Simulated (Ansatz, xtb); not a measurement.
Two isomers of C2H9ClGeSi

We compare X, `CC[SiH2][GeH2][Cl]`, a singlet, with Y, `[CH3][Ge@H]([Cl])[CH2][SiH3]`, a singlet. Both are isolated molecules in the gas phase, relaxed with B3LYP/def2-SVP, each in the lowest conformer that the search found.

Task: Which of the two would you expect CCSD(T)/def2-SVP + ΔMP2/def2-TZVPP electronic energies to favour?

Result: Structure Y; the calculation gives E(Y) − E(X) = −0.357 eV.

Level by level:

| level | geometry | E(Y) − E(X) (eV) | departure from the last row (eV) | job, with rough time for the two |
| --- | --- | --- | --- | --- |
| GFN2-xTB | GFN2-xTB | +0.385 | +0.742 | optimisation, 0.13 s |
| HF/STO-3G | GFN2-xTB | −0.115 | +0.242 | single point, 0.24 s |
| r2SCAN-D4/def2-SVP | GFN2-xTB | −0.234 | +0.122 | single point, 1.3 s |
| B3LYP/def2-SVP | B3LYP/def2-SVP | −0.154 | +0.202 | optimisation, 40 s |
| HF/def2-SVP | B3LYP/def2-SVP | −0.250 | +0.107 | part of the CCSD(T) run |
| MP2/def2-SVP | B3LYP/def2-SVP | −0.280 | +0.077 | part of the CCSD(T) run |
| CCSD(T)/def2-SVP | B3LYP/def2-SVP | −0.197 | +0.160 | single point |
| CCSD(T)/def2-SVP + ΔMP2/def2-TZVPP | B3LYP/def2-SVP | −0.357 |  | single point, 18 s |

As drawn, Y has 2 C–Ge, 1 Si–H in place of 1 C–C, 1 Ge–Si, 1 Ge–H.

GFN2-xTB puts the two in the other order. The largest departure from CCSD(T)/def2-SVP + ΔMP2/def2-TZVPP is that of GFN2-xTB, 0.742 eV. The last row adds to CCSD(T) the change of the MP2 difference between the two basis sets, here −0.160 eV, a large step that makes the value less sure.

With thermal terms from frequencies at re-optimised GFN2-xTB minima (ideal gas, soft modes damped towards free rotors, one conformer each, 298.15 K, 1 atm): the zero-point term adds −0.064 eV; ΔH is −0.408 and ΔG −0.434 eV.

The correlated steps freeze 21 core orbitals; the filled d shell of Ge is correlated, in a basis made for valence electrons. Mirror images aren't counted in ΔG. Run with Ansatz 0.2.0, xtb 6.7.1; the last row on 4 threads of AMD EPYC 9R45 96-Core Processor (Zen 5) on a shared host.

Y is favoured at every level except GFN2-xTB. Since Hartree–Fock already gives this order, the preference doesn't depend on electron correlation, though its size does. The bond exchange offers a plausible reason. Y gives up a strong C–C bond, but also a weak, nearly nonpolar Ge–Si bond and a Ge–H bond, and gains two polar C–Ge bonds and a stronger Si–H bond. Carbon is more electronegative than either heavier element, so spreading it over more bonds to them adds ionic stabilisation, which probably outweighs the lost C–C bond. The Ge–Cl bond is present in both isomers and can contribute only through its changed surroundings. GFN2-xTB probably misjudges the balance between C–C and the bonds to germanium.

The thermal terms reinforce the electronic preference, and the small gap between ΔH (−0.408 eV) and ΔG (−0.434 eV) shows that entropy plays only a minor part. The sign is thus better supported than the magnitude. None of this implies that X would readily convert to Y, which would require breaking several strong bonds.
